## The equation and the shortcut

An electron of charge $-e$ in a weak field $F$ along $j$ has the distribution $f=f_0+eF\,(\partial f_0/\partial E)\,\psi(\mathbf k)$. Let $S(\mathbf k,\mathbf k')$ be the rate from $\mathbf k$ to $\mathbf k'$. For non-degenerate statistics, detailed balance $f_0(\mathbf k)S(\mathbf k,\mathbf k')=f_0(\mathbf k')S(\mathbf k',\mathbf k)$ turns the linearised Boltzmann equation into

$$v_j(\mathbf k)=\sum_{\mathbf k'}S(\mathbf k,\mathbf k')\,[\psi(\mathbf k)-\psi(\mathbf k')],\qquad \mu_j=\frac{e}{k_BT}\langle v_j\psi\rangle_{f_0}.$$

Call $\mathbf k^*$ the state of equal energy and opposite velocity. Time reversal with detailed balance gives $S(\mathbf k^*,\mathbf k'^*)=S(\mathbf k,\mathbf k')$, so an odd source $v_j$ produces an odd $\psi$.

**Predict.** Suppose also $S(\mathbf k,\mathbf k')=S(\mathbf k,\mathbf k'^*)$. What is left of the in-scattering sum, and must the collision be elastic?

The terms $\mathbf k'$ and $\mathbf k'^*$ cancel in $\sum S\psi(\mathbf k')$. Hence $\psi=v_j\tau$ with $1/\tau(\mathbf k)=\sum_{\mathbf k'}S(\mathbf k,\mathbf k')$: the momentum relaxation time is the lifetime. The cancellation happens inside each final energy shell, so phonon absorption and emission are covered. For degenerate statistics each term gains the factor $[1-f_0(\mathbf k')]/[1-f_0(\mathbf k)]$.

## The M valleys of 4H-SiC

The conduction minimum lies at M, giving three valleys. Since $-\mathrm M$ equals M up to a reciprocal lattice vector, $\mathbf k^*$ lies in the same valley at $-\boldsymbol\kappa$, with $\boldsymbol\kappa$ counted from M. The valley has three different masses. Typical values are $0.58\,m_0$ along M–Γ, $0.31\,m_0$ along M–K and $0.33\,m_0$ along M–L (the $c$ axis).

The scaling of Herring and Vogt (1956), $w_i=\kappa_i\sqrt{m_0/m_i}$, gives $E=\hbar^2w^2/2m_0$, $v_j=\hbar w\,n_j/\sqrt{m_0m_j}$ with $\mathbf n=\mathbf w/w$, and $d^3\kappa=(m_d/m_0)^{3/2}d^3w$ with $m_d=(m_1m_2m_3)^{1/3}=0.390\,m_0$. Only for a spheroid is this $(m_lm_t^2)^{1/3}$. Put $\psi=\hbar w\,\phi/\sqrt{m_0m_j}$ and $\tau_j(E)=3\langle n_j\phi\rangle$, the brackets meaning an average over the sphere. Then $\langle v_j\psi\rangle$ on a shell is $2E\tau_j/3m_j$, and

$$\mu_j=\frac{e\langle\tau_j\rangle}{m_j},\qquad \langle\tau_j\rangle=\frac{\int E^{3/2}\tau_j\,e^{-E/k_BT}dE}{\int E^{3/2}e^{-E/k_BT}dE}.$$

The directional mass sits in the prefactor and $m_d$ sits in the rate. For an intervalley phonon with constant coupling $D$, frequency $\omega$, occupation $N_\omega$, crystal density $\rho$ and two final valleys,

$$\Gamma_{iv}=\frac{2\pi D^2}{\rho\omega}\left[N_\omega\,G(E+\hbar\omega)+(N_\omega+1)\,G(E-\hbar\omega)\right],\quad G(E)=\frac{m_d^{3/2}\sqrt{2E}}{2\pi^2\hbar^3},$$

with $G$ the density of states per spin and valley, zero for $E<0$. This costs a few operations per energy and no angular grid.

**Predict.** The coupling is never exactly constant. Is the part that spoils the cancellation of first or second order in $\kappa$?

The part of $S$ odd in $\boldsymbol\kappa'$ must also be odd in $\boldsymbol\kappa$, because $S$ is even under joint reversal. It starts as $\kappa_i\kappa'_j/K^2$, where $K$ is the scale on which the coupling varies. The compiled lattice constants (2001 listing, temperature not stated) are $a=3.0805$ Å and $c=10.0848$ Å. Neighbouring M points are $2\pi/\sqrt3a=1.178$ Å$^{-1}$ apart, and the zone face along $c$ is at $\pi/c=0.3115$ Å$^{-1}$. At 300 K and $E=k_BT=0.02585$ eV, $\kappa=0.0627$ Å$^{-1}$ along M–Γ and $0.0473$ Å$^{-1}$ along $c$. The squared ratios are 0.0028 and 0.023. If these are the right scales and the constant term is allowed by symmetry, the lifetime is good to a few per cent or better for intervalley scattering, up to coefficients of order one. Ionised-impurity and polar-phonon couplings vary on the scale of $\kappa$ itself, and for them a method has to be chosen.

## The candidates and their deviations

Take one elastic shell. Write the equation as $g\phi-K\phi=n_j$, with $g(\mathbf n)$ the out-scattering rate, including all randomising inelastic channels, and $K$ the symmetric in-scattering operator on odd functions.

**Lifetime (L).** Drop $K$, so $\phi=n_j/g$. The deviation is of first order in $K$, negative for forward scattering and positive for backward scattering.

**Herring–Vogt tensor (HV).** Keep $K$ but force $\phi=\tau_jn_j$ and project on $n_j$: $1/\tau_j=3\langle n_j(g-K)n_j\rangle$. Since $C=g-K$ is symmetric and positive on odd functions, the Schwarz inequality $\langle n|n\rangle^2\le\langle n|C|n\rangle\langle n|C^{-1}|n\rangle$ makes HV a lower bound on $\tau_j$. Split the odd space into $n_j$ and the rest. Eliminating the rest replaces $C_{11}$ by $C_{11}-C_{1r}C_{rr}^{-1}C_{r1}$, so the relative shortfall is $C_{1r}C_{rr}^{-1}C_{r1}/C_{11}$. The coupling $C_{1r}$ vanishes for a kernel that is isotropic in $\mathbf w$ space, so the shortfall is of second order in the remaining anisotropy.

**Sweeps.** Iterate $\phi^{(p+1)}=(n_j+K\phi^{(p)})/g$. The deviation of $\phi$ is multiplied by $g^{-1}K$ in each sweep and falls as $r^p$, with $r<1$ the spectral radius on odd functions. For an isotropic kernel whose $l=1$ component dominates, $r=\langle\cos\theta\rangle$, and near $r=1$ an accuracy $\epsilon$ needs about $\ln(1/\epsilon)/(1-r)$ sweeps. The start may be L (plain) or HV (seeded).

**Direct solution.** Factorise $C$. The result is exact on the angular grid, which all methods share.

## Counting work and memory

The group of M together with time reversal makes the intravalley kernel invariant under each joint sign change of $n_i$ and $n'_i$. Let $n$ be the number of grid points per octant. Rows are needed in one octant and columns in all eight, so one pass over the kernel has $8n^2$ elements. Let one element cost $c_0$ operations, an addition or a multiply-add counting as one. The symmetry of $K$ would halve the evaluations for all methods alike and is not used.

**Predict.** HV needs $g$ and the three vectors $Kn_j$. How much dearer is it than L, and how does its memory grow?

L adds each element to one sum, $8(c_0+1)n^2$. HV adds it to four, $8(c_0+4)n^2$. Neither keeps the kernel, so memory grows as $n$. For sweeps there are two routes. The stored route folds the eight octants with signs into three $n\times n$ matrices, again four additions per element, holds $3n^2$ numbers, and then pays $3n^2$ per sweep for the three directions. The streamed route holds only vectors and pays $8(c_0+3)n^2$ per sweep. The direct route adds to the folding three factorisations of $n^3/3$ and three solves of $n^2$.

**Predict.** What does the first seeded sweep cost after an HV pass?

It needs $K\phi^{(0)}=\tau_j^{HV}Kn_j$, and $Kn_j$ is already known. The cost grows only as $n$, so the sweep is free at order $n^2$. With the illustrative choices $c_0=10$ and $n=400$, the work in units of $n^2$ is 88 for L and 112 for HV with its free sweep. After $p$ sweeps it is $112+3p$ stored (plain or seeded), $88+104p$ plain streamed and $112+104(p-1)$ seeded streamed. The direct route costs $115+n=515$. Stored matrices take $4.8\times10^5$ numbers per shell.

Everything scales linearly with the number of energy shells as long as the inelastic channels are randomising, since they enter $g$ alone. A non-randomising phonon of fixed energy links $E$ to $E\pm\hbar\omega$. The matrix becomes block tridiagonal, and block elimination needs per shell and direction one factorisation ($n^3/3$), one solve for $n$ columns ($n^3$) and one product ($n^3$), seven times the elastic factorisation.

## A model with an exact answer

Let the elastic rate fall linearly with the squared momentum transfer $q^2=w^2\sum_i(m_i/m_0)(n_i-n_i')^2$, whose maximum on the shell is $q_{max}^2=4w^2m_l/m_0$, with $m_l$ the heaviest mass. Per unit $d\Omega'/4\pi$ the rate is $\Gamma_{el}(1-\lambda_{el}q^2/q_{max}^2)$, non-negative for $\lambda_{el}\le1$. Add $\Gamma_{iv}$ and measure rates in $\Gamma=\Gamma_{el}+\Gamma_{iv}$. Only $\lambda=\lambda_{el}\Gamma_{el}/\Gamma$ survives, so inelastic randomising scattering dilutes $\lambda$. With $\beta_i=\lambda m_i/4m_l$ and $\bar\beta$ their mean,

$$g=1-\bar\beta-\sum_i\beta_in_i^2,\qquad K\phi=2\sum_i\beta_in_i\langle n_i'\phi\rangle .$$

**Predict.** Insert $\phi=\eta\,n_j/g$ with a constant $\eta$. Does it close?

By the mirror symmetries only $i=j$ contributes: $\eta=1+2\beta_jI_j\eta$ with $I_j=\langle n_j^2/g\rangle$. So $r_j=2\beta_jI_j$ and $t_j\equiv\Gamma\tau_j=3I_j/(1-r_j)$. Let $H_j=1/3I_j$ and $\bar g_j=3\langle n_j^2g\rangle$ be the harmonic and arithmetic means of $g$ with weight $3n_j^2$. Then

$$\frac1{t_j}=H_j-\frac{2\beta_j}3,\qquad \frac1{t_j^{L}}=H_j,\qquad \frac1{t_j^{HV}}=\bar g_j-\frac{2\beta_j}3=1-\frac{8\bar\beta}5-\frac{16\beta_j}{15},$$

where the last form uses $\langle n_j^4\rangle=1/5$ and $\langle n_j^2n_i^2\rangle=1/15$ for $i\ne j$. L has the right mean and no in-scattering. HV has the right in-scattering and the wrong mean. The relative deviations follow. For L it is $-r_j$. For HV it is $\delta_j=-(\bar g_j-H_j)\,t_j^{HV}\approx-\sigma_j^2t_j^{HV}/\bar g_j$, with $\sigma_j^2$ the weighted variance of $g$. A sweep maps $t\to3I_j(1+2\beta_jt/3)$, whose fixed point is the exact value and whose slope is $r_j$. Plain sweeps therefore deviate by $-r_j^{p+1}$ and seeded sweeps by $\delta_jr_j^p$.

For elementary integrals, merge the two light masses into their mean $m_t=0.32\,m_0$, keeping $m_l=0.58\,m_0$. This leaves $m_d=0.390\,m_0$ and shifts each light mass by 3 per cent, more than most deviations below, so the tables compare methods on the spheroid and the three masses return at the end. With $u=n_l$, $g=A-Bu^2$, $A=1-\tfrac{109}{348}\lambda$ and $B=\tfrac{39}{348}\lambda$,

$$J=\int_0^1\!\frac{du}{g}=\frac{\operatorname{artanh}\sqrt{B/A}}{\sqrt{AB}},\qquad I_l=\frac{AJ-1}{B},\qquad I_t=\frac{J-I_l}{2}.$$

The variances are $\sigma_l^2=\tfrac{12}{175}B^2$ and $\sigma_t^2=\tfrac{8}{175}B^2$.

**Predict.** When $\lambda$ doubles, by what factors should $r_l$ and $\delta_l$ grow?

| $\lambda$ | $t_l$ | $t_t$ | $r_l$ | $r_t$ | $\delta_l$ (%) | $\delta_t$ (%) |
|---|---|---|---|---|---|---|
| 0.25 | 1.1585 | 1.1197 | 0.0460 | 0.0251 | -0.0069 | -0.0044 |
| 0.5 | 1.3771 | 1.2722 | 0.1029 | 0.0553 | -0.0364 | -0.0223 |
| 1 | 2.2148 | 1.7498 | 0.2696 | 0.1386 | -0.303 | -0.158 |

The small-$\lambda$ laws $r_l\to\lambda/6$ and $\delta_l\to-\tfrac{12}{175}B^2$ give 2 and 4. From 0.25 to 0.5 the factors are 2.2 and 5.3, larger because $g$ shrinks as $\lambda$ grows. At $\lambda=1$ the variance estimate gives $-0.307$ per cent against $-0.303$.

The heavy axis is the worse one. Its shortfall below the exact $t_l$ is set against the work in units of $n^2$:

| Method | Work, memory $\propto n$ | Work, memory $3n^2$ | $\lambda=0.5$ (%) | $\lambda=1$ (%) |
|---|---|---|---|---|
| L | 88 | – | 10.3 | 27.0 |
| HV | 112 | – | 0.0364 | 0.303 |
| seeded, $p=1$ | 112 | – | 0.0037 | 0.0816 |
| seeded, $p=2$ | 216 | 118 | 0.00039 | 0.0220 |
| seeded, $p=3$ | 320 | 121 | 0.000040 | 0.0059 |
| plain, $p=1$ | 192 | 115 | 1.06 | 7.27 |
| plain, $p=3$ | 400 | 121 | 0.0112 | 0.528 |
| direct | – | 515 | 0 | 0 |

All shortfalls have one sign, so the relative deviation of $\mu_j$ is their average over shells with weight $E^{3/2}\tau_je^{-E/k_BT}$ and cannot exceed the worst shell.

## Choosing

**Predict.** Read off the cheapest row for 5, 0.1 and 0.01 per cent before going on.

- **5 per cent.** L suffices at $\lambda=0.25$, where it is 4.6 per cent low, for 88 units. At 0.5 and 1 it fails and HV at 112 is cheapest.
- **0.1 per cent.** One pass of 112 units with the free sweep serves all three $\lambda$.
- **0.01 per cent.** The same pass serves $\lambda\le0.5$. At $\lambda=1$ three seeded sweeps are needed, 121 units stored or 320 streamed. Plain sweeps need $p+1\ge\ln10^{-4}/\ln r_l$, so $p=7$ and 133 units stored.

Inside a budget, at $\lambda=1$:

- **100 units.** Only L fits, 27.0 per cent low.
- **115 units.** HV with its free sweep, 0.0816 per cent, needing only vectors. The plain sweep at 115 is far worse.
- **120 units, matrices allowed.** Two seeded sweeps, 0.0220 per cent.
- **250 units.** With vectors only, again two seeded sweeps, at 216. With matrices, 22 seeded sweeps at 178 units push $|\delta_l|r_l^p$ below $10^{-15}$, and the direct route at 515 is never needed.

On a grid L saves only 21 per cent of the work of HV. Its real gain is in the channels that are truly randomising, where it is exact and removes the angular grid and the coupling of energies. Those channels go into $g$ in closed form, and the pass over the kernel is spent on the rest.

**Predict.** When does the direct route win?

Stored sweeps match its cost at $3p=n+3$, about 134 sweeps. Plain sweeps need that many for $10^{-3}$ when $r\approx0.95$, which means strongly forward scattering such as weakly screened impurities. The model cannot go there, since positivity caps $r_l$ at 0.2696. It also flatters seeding. Its $K$ has rank one per direction, which makes the factor per sweep exactly $r_j$. For a general kernel the first seeded sweep still deviates at second order in the anisotropy, because both the HV defect in $\phi$ and $n_j/g$ have higher harmonics of first order only, but the gain need not equal $r$ and the lower bound is lost. For a forward-peaked kernel $1/t$ is a small difference, so the HV shortfall has to be tested against a few sweeps or one direct solve on a sample shell.

## Back to three masses

Averaging the three valleys around the $c$ axis gives $\mu_\perp=(\mu_{M\Gamma}+\mu_{MK})/2$ and $\mu_\parallel=\mu_{ML}$. For purely randomising, isotropic scattering $\tau$ cancels, and the typical masses give $\mu_\perp/\mu_\parallel=0.82$. For $\lambda=1$ on every shell, the HV expression holds for three masses and gives $1/t=0.453$, $0.577$ and $0.568$ along M–Γ, M–K and M–L. The heavy direction relaxes more slowly, because reversing its momentum takes the largest $q$, and the ratio rises to 0.88, unchanged at two figures in the exact solution. Both ratios are the model's, resting on typical masses and an illustrative kernel. Their spread exceeds the HV shortfall many times, so the kernel and the masses limit the result and one pass of 112 units is accuracy enough.